Margin comments on the VALBOND angle term: reading the hybrids of a WH6 model from four numbers

[1] Conventions. VALBOND (Root, Landis and Cleveland, 1993) uses Pauling's hybrid strength. Angular functions are normalised to 4π, so along the bond axis s = 1, p = √3 cos γ and d = √5 P2(cos γ), with P2(x) = (3x² − 1)/2. A hybrid sp^m d^n is h = [s + √m p + √n d]/√N, with N = 1 + m + n. Its value on its own axis is Smax = [1 + √(3m) + √(5n)]/√N. For two such hybrids with x = cos t between their axes, the addition theorem gives overlaps 1, x and P2(x) shell by shell, so
Δ = g/N, g = 1 + m x + n P2(x).
The pair energy is k(Smax − S), with S = Smax √(1 − (1 − √(1 − Δ²))/2). Each of the 15 H–W–H pairs is counted once here; counting once per hybrid halves k. All bonds are equivalent and of fixed length. Write K = k Smax.

[2] Origin of the nested root. Löwdin orthogonalisation of two functions with overlap Δ leaves each with projection [√(1+Δ) + √(1−Δ)]/2 on its parent, and this equals S/Smax. The projection is the true on-axis strength ratio when the partner's value on the axis is Δ Smax, as for sp³, sd⁵ and sp³d⁵. Otherwise it is a model. Expanding, 1 − S/Smax = Δ²/8 + 5Δ⁴/128 + …

[3] Minima. The energy vanishes at Δ = 0. For sp^m this is cos t = −1/m (m ≥ 1). For sd^n it is cos² t = (n − 2)/(3n) (n ≥ 2), giving 63.43° and 116.57° for sd⁵. At 180° any sd^n pair has Δ = 1 and the largest penalty, K(1 − 1/√2) = 0.293 K, since s and d are even under inversion. Hence no octahedron.

[4] Frame. The six fivefold axes of an icosahedron have x² = 1/5 for every pair. One H on each axis can be placed in 64 ways, which give two C5v and two C3v shapes. Three are used. The cap has one axial H and five H at polar angle θ0 = 63.43°. Isomer A has triples at 37.4° and 79.2° from the C3 axis, staggered. Isomer B reverses the second triple (100.8°, eclipsed, a distorted prism).

[5] Data, made for the exercise and rounded as a calculation would report them. Curvatures are taken at the ideal frame, in kcal mol⁻¹ rad⁻², each with an independent uncertainty of 1 %.
Umbrella of the cap: Cu = d²E/dθ² = 924.
Twist τ of one triple about C3: CA = 98.7, CB = 87.5.
Optimised axial angle of the cap: 63.9° ± 0.1°.
Wanted: m, n, k.

[6] The trap. Putting an angle near 63° into cos² t = (n − 2)/(3n) returns n near 5 whatever the hybrids are. For m = 0 the energy depends only on the six lines, each line is a fivefold axis of the set, and no sideways force can survive that symmetry. The frame is stationary for every n. The single-pair formula does not invert a six-ligand geometry; n has to come from curvatures.

[7] Curvatures. Keep E = (K/8N²) Σ g². Then E″ = (K/4N²) Σ(g′² + g g″). At the frame P2 = −1/5, so g = 1 − n/5 + m x, and P2′ = 3xx′, P2″ = 3(x′² + xx″). Collecting powers of m,
Σ(g′² + g g″) = n² ΣP2′² + n(1 − n/5) ΣP2″ + m[9n Σxx′² + (1 + 2n/5) Σx″] + m² ΣP2″/3.
A shortcut for ΣP2″: with M = Σ u uᵀ over the bond directions, ΣP2 = (3/4) tr M² + constant, and M is twice the unit matrix at the frame, so ΣP2″ = (3/2) tr M′².

[8] Twist. Nine cross pairs have x = ±[1 + 4 cos φ]/(3√5), upper sign for A, with φ = τ + 60°, τ + 180°, τ + 300°, three pairs each. A triple is axially symmetric in its second moment, so M′ = 0. Also Σx″ = 0, ΣP2′² = 72/25 and Σxx′² = ±8/(5√5). Therefore
CA, CB = 0.72 K (n/N)² (1 ± √5 μ), μ = m/n.

[9] Umbrella. Five pairs each have x = cos θ, cos²θ + sin²θ cos 72° and cos²θ + sin²θ cos 144°. At θ0, M′ = diag(2, 2, −4), so ΣP2″ = 36. Further, ΣP2′² = 144/5, Σxx′² = 4/√5 − 4 and Σx″ = 15 − √5. Therefore
Cu = (K/4)(n/N)² [21.6 + 36/n − μ(a − b/n) + 12μ²],
a = 30 − 34/√5 = 14.79, b = 15 − √5 = 12.76.
The twist leaves M unchanged and the umbrella does not; that difference carries n. For m = 0 the ratio of the two curvatures is 7.5 + 12.5/n.

[10] Inversion. The mean twist curvature is C̄ = 93.1.
q = (CA − CB)/(CA + CB) = 0.0602, so μ = q/√5 = 0.0269.
r = Cu/C̄ = 9.925, and the bracket of [9] equals 72r/25, which is linear in 1/n:
1/n = (72r/25 − 21.6 + aμ − 12μ²)/(36 + bμ) = 0.2029.
So n = 4.93, m = μn = 0.133 and N = 6.06. Then K = C̄ (N/n)²/0.72 = 195.6 kcal/mol, Smax = 2.679 and k = K/Smax = 73.0 kcal/mol. Unrounded values are carried between steps.

[11] The dropped quartic term. The largest |Δ| at the frame is 0.012. The relative change of the curvature of the pair function in Δ is 15Δ²/8 = 0.03 %, far below the 1 % of the data.

[12] The fourth number. The p part is odd and does exert a force. At θ0, E′ = (K/4N²) m(1 + 2n/5) Σx′ with Σx′ = −(10 + 2√5), so to first order in m
δθ = m(1 + 2n/5)(10 + 2√5)/(21.6 n² + 36 n).
This is 3.5° per unit of m, or 0.47° here; the full energy has its minimum at 63.9°. Read backwards, the angle gives m = 0.13 ± 0.03. The data were built to close, so this tests the algebra only. With real data it would test the model. Angles measure m, curvature ratios measure n.

[13] Uniqueness. Each step in [10] is linear in its unknown (μ, then 1/n, then K), so the quadratic model has exactly one solution. It is admissible if CA ≥ CB, since m ≥ 0, and if 1/n comes out positive, which for m = 0 means r > 7.5. Energies contain only K; k follows through Smax, which rises as √m and is here 9 % above its m = 0 value at the same n. Six orthonormal hybrids can use at most one s and five d orbitals, so 6/N ≤ 1 and 6n/N ≤ 5. The solution gives 0.99 and 4.88. Uniqueness holds within the pair model: an H···H repulsion or unequal bonds in the source of the data would be absorbed into m, n and k without warning.

[14] Error propagation. Let εu, εA, εB be the relative errors of the curvatures. Differentiating [10],
δn/n = −3.9 εu + 1.7 εA + 2.2 εB.
The amplification comes from the floor of 7.5 in r: for m = 0, δn = −n² δr/12.5, which worsens as n². Adding 1 % errors in quadrature,
n = 4.93 ± 0.23, m = 0.133 ± 0.016, K = 196 ± 3 kcal/mol, k = 73.0 ± 1.0 kcal/mol.
The relative uncertainty of m is 12 %, because it rests on a small difference. A common scale error in all three curvatures leaves m and n untouched and passes one to one into K and k. Ignoring p altogether gives n = 12.5/(r − 7.5) = 5.2, a bias of 0.23, as large as the random uncertainty. The data are compatible with n = 5 and a small, resolved p admixture.

[15] Extrapolation to the octahedron. Three trans pairs have Δ = (1 − m + n)/N = 0.956 and cost 0.196 K each. Twelve cis pairs have Δ = (1 − n/2)/N = −0.242 and cost 0.0074 K each. The ideal cap itself costs 0.04 kcal/mol. The octahedron lies 132 ± 2 kcal/mol above it. With m set to zero at the same n and K it would lie at 190 kcal/mol: near Δ = 1 the inner root √(1 − Δ²) varies as √m, so a small p share removes a large part of the trans penalty. The ± 2 covers the data only, not the use of the pair formula near Δ = 1, far from where it was fitted. The 132 kcal/mol is the model's number, not the molecule's. The scale of the curvatures was chosen so that it falls near the roughly 130 kcal/mol typical of electronic-structure calculations on octahedral WH6, so it confirms nothing about tungsten hexahydride.